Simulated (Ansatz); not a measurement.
## Equilibrium of C2HF5 ⇌ C2F4 + HF at process temperatures

Gas-phase species: C2HF5 (pentafluoroethane) `FC(F)C(F)(F)F`, singlet; C2F4 (tetrafluoroethylene) `FC(F)=C(F)F`, singlet; HF (hydrogen fluoride), singlet. This is a balance of energies; it says nothing on the path, which may need atoms to shift.

The electronic reaction energy at CCSD(T)/CBS estimate is +179.7 kJ/mol. Shapes: PBE0-D4/def2-TZVP. Programs: Ansatz 0.2.0. Enthalpy and entropy come from rigid-rotor, harmonic-oscillator sums on unscaled PBE0-D4/def2-TZVP wavenumbers, ideal gases at 1 bar. Symmetry numbers: C2HF5 1, C2F4 4, HF 1. R = 8.3145 J/(mol K).

| T (K) | ΔH (kJ/mol) | ΔS (J/(mol K)) |
| --- | --- | --- |
| 300 | +168.9 | +139.0 |
| 500 | ? | ? |
| 700 | +170.6 | +143.8 |

Problem. Work out ln K at 300 and 700 K, and from these estimate it at 500 K.

Solution. 
1. 300 K: ΔG = +168.9 − 300 × (+139.0)/1000 = +127.2 kJ/mol; ln K = −ΔG/RT = -51.00.
2. 700 K: ΔG = +170.6 − 700 × (+143.8)/1000 = +69.9 kJ/mol; ln K = −ΔG/RT = -12.01.
3. Slope against 1000/T: (-12.01 − (-51.00))/(1.4286 − 3.3333) = -20.47, that is −ΔH/R with ΔH near +170 kJ/mol.
4. 500 K: ln K = -51.00 + (-20.47) × (2.0000 − 3.3333) = -23.71.

The full sums give ΔH = +170.7 kJ/mol, ΔS = +143.8 J/(mol K), ΔG = +98.8 kJ/mol and ln K = -23.77 at 500 K, so the line is off by +0.06 in ln K; without rounding the miss is +0.05, from the change of ΔH with temperature. The reactants are favoured over this whole range. The number of molecules rises, which sets the sign of ΔS, and lower pressure favours the products. An error of 10 kJ/mol in the energy moves ln K by 2.4 at 500 K. Soft modes are treated as harmonic, which can err either way at these temperatures; the lowest are those of C2HF5 (74 cm⁻¹), C2F4 (203 cm⁻¹). Other reactions of these species are left aside. The CBS estimate extrapolates MP2 from def2-TZVPP and def2-QZVPP and adds CCSD(T) − MP2 in the triple-zeta set, cores frozen.

Eliminating HF from pentafluoroethane is strongly uphill because the very strong H–F bond and the new C=C π bond do not repay the loss of a C–H and a C–F σ bond. Fluorination makes this worse: the π bond of tetrafluoroethylene is weak for an alkene, and the saturated carbons lose part of the stabilisation that geminal fluorines give them. Entropy, mainly from the translation and rotation of the extra molecule, narrows the gap on heating but does not close it by 700 K.

The reaction enthalpy lies below the electronic energy largely because vibrational modes, and with them zero-point energy, are lost. It rises from 300 to 500 K and then levels off, as the thermal excitation of the reactant's more numerous vibrations offsets the gain in translational and rotational heat capacity. This near-constancy is why the straight line works so well. The same balance makes HF addition to tetrafluoroethylene favourable under standard conditions, though not necessarily fast.
